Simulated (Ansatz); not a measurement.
## A series in volume per atom on InPt3

Results calculated with Ansatz 0.2.0, not measured. Periodic Kohn-Sham DFT of a crystal at fixed atoms; pressure and stress are positive in compression; the energy is the free energy less that of spherical unpolarised free atoms; site moments are those in the method's own spheres, positive along +z.

Cell of the first row (space group Pm-3m, No. 221):
```
InPt3
1.0
      3.9066     0.0000     0.0000
      0.0000     3.9066     0.0000
      0.0000     0.0000     3.9066
In Pt
1 3
Direct
  0.00000 0.00000 0.00000
  0.50000 0.50000 0.00000
  0.00000 0.50000 0.50000
  0.50000 0.00000 0.50000
```

Settings of every row: method frozen-core PAW; functional PBEsol; relativity scalar; k mesh 10x10x10; filling fermi-dirac; smearing width 0.05 eV; wave cutoff 420 eV; paw set soft_2.

Atom start moment: 0 on all atoms.

Limits: PAW files made with PBE; no spin-orbit coupling on heavy atoms.

```csv
row,volume per atom (Å³),pressure (GPa)
1,14.905,17.818
2,15.222,11.443
3,15.539,5.815
4,15.698,3.254
5,15.856,0.85
6,16.015,-1.407
7,16.174,?
8,16.491,-7.374
9,16.808,-10.755
```

Question: what pressure should row 7 give?

Worked fit of pressure. Take u = (V_r/V)^(2/3) − 1 with V_r = 15.777 Å³ an atom, which is twice the finite (Eulerian) strain; such expansions in the strain, on which the Birch-Murnaghan equation of state is built, carry the rest volume and the bulk modulus. The shown rows have u = 0.03863, 0.02416, 0.01018, 0.00335, -0.00332, -0.00993, -0.02908, -0.04132. Least squares give pressure = 2.0334 + 358.678 × u + 1243.52 × u² + 1274 × u³ GPa; a parabola predicts inner rows, each left out in turn, worse (root mean square 0.02 against 0.0049 GPa). The rows lie off it by 0.000, 0.000, 0.000, 0.005, -0.006, 0.000, 0.003, -0.001 (root mean square 0.003 GPa). The pressure vanishes at u = -0.0058, or V = 15.91 Å³ an atom, and there the bulk modulus at fixed shape and fractions is B = −V dP/dV = (2/3)(1 + u) dP/du = 228 GPa. The withheld row has u = -0.01643, so the fit gives 2.0334 + 358.678 × (-0.01643) + 1243.52 × (-0.01643)² + 1274 × (-0.01643)³ = -3.530 GPa.

The calculation gave -3.524 GPa. The fit lies 0.006 GPa (0.021 % of the column's range) below it; its largest miss of a shown row is 0.006 GPa.
